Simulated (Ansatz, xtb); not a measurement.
# Ligand exchange: SnH3Br + HF → SnH3F + HBr

Species: SnH3Br `[Br][SnH3]`, singlet; HF (hydrogen fluoride), singlet; SnH3F `[F][SnH3]`, singlet; HBr (hydrogen bromide), singlet. The partners trade Br for F: Sn–Br and H–F bonds give way to Sn–F and H–Br.

Shapes, held fixed at every level: PBE0-D4/def2-TZVP. Programs: Ansatz 0.2.0, xtb 6.7.1. The zero-point and thermal change to 298 K, harmonic and unscaled (PBE0-D4/def2-TZVP), is -7.3 kJ/mol.

```
               level                   kind  ΔH(298 K) (kJ/mol)  less CCSD(T)/def2-TZVPP
            GFN1-xTB         semi-empirical                +9.2                    -34.7
r2SCAN-D4/def2-TZVPP               meta-GGA               +39.0                     -4.9
 B3LYP-D4/def2-TZVPP          global hybrid               +39.0                     -4.9
 BHLYP-D4/def2-TZVPP          global hybrid               +46.7                     +2.8
        MP2/def2-SVP    perturbation theory               +39.3                     -4.6
      MP2/def2-TZVPP    perturbation theory               +50.6                     +6.7
    CCSD(T)/def2-SVP  coupled cluster or CI               +35.8                     -8.1
  CCSD(T)/def2-TZVPP  coupled cluster or CI               +43.9                      0.0
```

The highest level, CCSD(T)/def2-TZVPP, gives ΔH(298 K) = +43.9 kJ/mol; the levels span +9.2 to +50.6. The column of differences is taken from that level and isn't an error. No measured value is set beside it here. For atoms past krypton def2 sets carry core potentials with scalar relativity. Relativity is left out for Br. Outer-core shells of Br, Sn are correlated in most correlated rows, in sets that cover them unevenly.

Exchanging bromide for fluoride on tin is endothermic at every level, with CCSD(T)/def2-TZVPP giving +43.9 kJ/mol. Fluorine binds more strongly than bromine to both tin and hydrogen, so the sign depends on which partner loses more when the halogens trade places. Here it is hydrogen: the compact 1s orbital overlaps very well with fluorine 2p and less well with the diffuse bromine 4p, whereas tin's larger valence orbitals discriminate less. Bond polarity alone would slightly favour the products, since tin is more electropositive than hydrogen, which suggests that overlap outweighs it. The negative thermal correction fits the loss of the stiff H–F stretch.

GFN1-xTB recovers the direction but not the size. Going from def2-SVP to def2-TZVPP raises both MP2 and CCSD(T), so the sign is more secure than the exact magnitude. With two molecules on each side, entropy probably changes little, and the gas-phase equilibrium should favour SnH3Br and HF. In solution, ionisation of HBr or capture by a base could shift that balance.
